Dear colleague,

The soakage formula treats your Ta₂O₅ integrator capacitor as still shorted while its voltage recovers. Here is what that costs.

**Where it enters.** Take a linear dielectric with flat loss, meaning constant $C''$. A unit voltage step draws the absorption current $k/(t+\tau_0)$, with $\tau_0$ far below every test time. Its Fourier transform gives $C''=\pi k/2$ and $C'(\omega)=C_\infty-k(\gamma+\ln\omega\tau_0)$, with $\gamma$ Euler's constant. Let your bridge give $C_m$ and $\tan\delta$ at $\omega_m$. Eliminating $\tau_0$, the charge per unit step is

$$A(t)=C_m[1+\beta(\gamma+\ln\omega_m t)],\qquad \beta=2\tan\delta/\pi .$$

Hold $V_0$ for $t_c$, short for $t_s$, then open the integrator input at $t=0$. No charge flows afterwards, so by superposition the charge released by the two old steps is taken up by the new voltage:

$$\int_0^t A(t-u)\,\dot V(u)\,du=\beta C_mV_0\int_0^t\left[\frac1{t_s+u}-\frac1{t_s+t_c+u}\right]du=\beta C_mV_0L,$$

$$L=\ln\frac{(t_s+t)(t_s+t_c)}{t_s(t_s+t_c+t)} .$$

Replacing $A$ by $C_m$ on the left gives $V_1=\beta LV_0$. That is the assumption: the recovered voltage drives no absorption of its own.

**First correction.** Insert $V_1$ in the dropped term: $V_2=-\beta\int_0^t[\gamma+\ln\omega_m(t-u)]\dot V_1\,du$. With

$$\int_0^t\frac{\ln\omega_m(t-u)}{a+u}\,du=\ln(\omega_mt)\ln\frac{a+t}{a}-\mathrm{Li}_2\!\left(\frac{t}{a+t}\right)$$

for $a=t_s$ and $a=t_s+t_c$,

$$\frac{V_2}{V_0}=-\beta^2\left[(\gamma+\ln\omega_mt)L-D\right],\quad D=\mathrm{Li}_2\!\left(\tfrac{t}{t_s+t}\right)-\mathrm{Li}_2\!\left(\tfrac{t}{t_s+t_c+t}\right).$$

The large logarithm says that the released charge meets a slow-time capacitance above $C_m$.

**Size.** Assume $\tan\delta=5\times10^{-3}$ at 1 kHz, typical of a Ta₂O₅ film, and illustrative times $t_c=t=100$ ms, $t_s=20$ ms. Then $\beta=3.18\times10^{-3}$, $L=1.186$, $V_1/V_0=3.77\times10^{-3}$, or 75 counts on a 20 000-count scale with $V_0$ at full scale. With $\gamma+\ln\omega_mt=7.02$ and $D=0.624$ the bracket is 7.70, so $V_2/V_0=-78$ ppm: $-1.6$ counts, or $-2.1$ % of $V_1$.

**A rival of the same order.** If $\tan\delta$ is flat instead of $C''$, then $A\propto t^{p}$ with $p=1-n=2\delta/\pi\simeq\beta$. The kernel's Laplace transform, $\Gamma(1+p)s^{-1-p}$, inverts in closed form, and with $\Gamma(1-p)\Gamma(1+p)=\pi p/\sin\pi p$,

$$\frac{V}{V_0}=\frac{\sin\pi p}{\pi}\int_0^t(t-u)^{-p}\left[(t_s+u)^{p-1}-(t_s+t_c+u)^{p-1}\right]du .$$

Here $\omega_m$ has gone, because source and capacitance grow together. Expanding in $p$, the second-order term is $\beta^2(D+E)$, with

$$E=\tfrac12\left[\ln^2\tfrac{t_s+t}{t}-\ln^2\tfrac{t_s}{t}-\ln^2\tfrac{t_s+t_c+t}{t}+\ln^2\tfrac{t_s+t_c}{t}\right]=-1.573 .$$

The net is $-0.949\beta^2=-9.6$ ppm, or $-0.25$ % of $V_1$. One bridge point cannot tell these two spectra apart, so the model's correction is anywhere from about 10 to 80 ppm downward. A loss reading near 1 Hz would be worth more than either formula.

**Other neglected terms.** Your converter ramps rather than holds. For a linear rise to $V_0$ over $t_c$ before the short, the released current per $\beta C_mV_0$ is $1/s-t_c^{-1}\ln(1+t_c/s)$, with $s$ counted from the start of the short. Integrating from $t_s$ to $t_s+t$ replaces $L$ by 0.817, a 31 % drop at first order, which outweighs $V_2$; use the true waveform first. Ohmic leakage with approximate $\varepsilon_r=25$ and an assumed $10^{14}\ \Omega$ cm gives $RC=2.2\times10^2$ s and removes less than $t/RC=0.05$ % of $V_1$.

These numbers are the model's, not the oxide's. For a 300 s hold, 5 s short and 60 s open it gives $\beta L=0.76$ %, whereas tantalum electrolytic parts are typically quoted at a few per cent in tests of minutes. For such parts the model falls short by a factor of several, and the relative correction, being proportional to $\beta$, grows by the same factor.

With best regards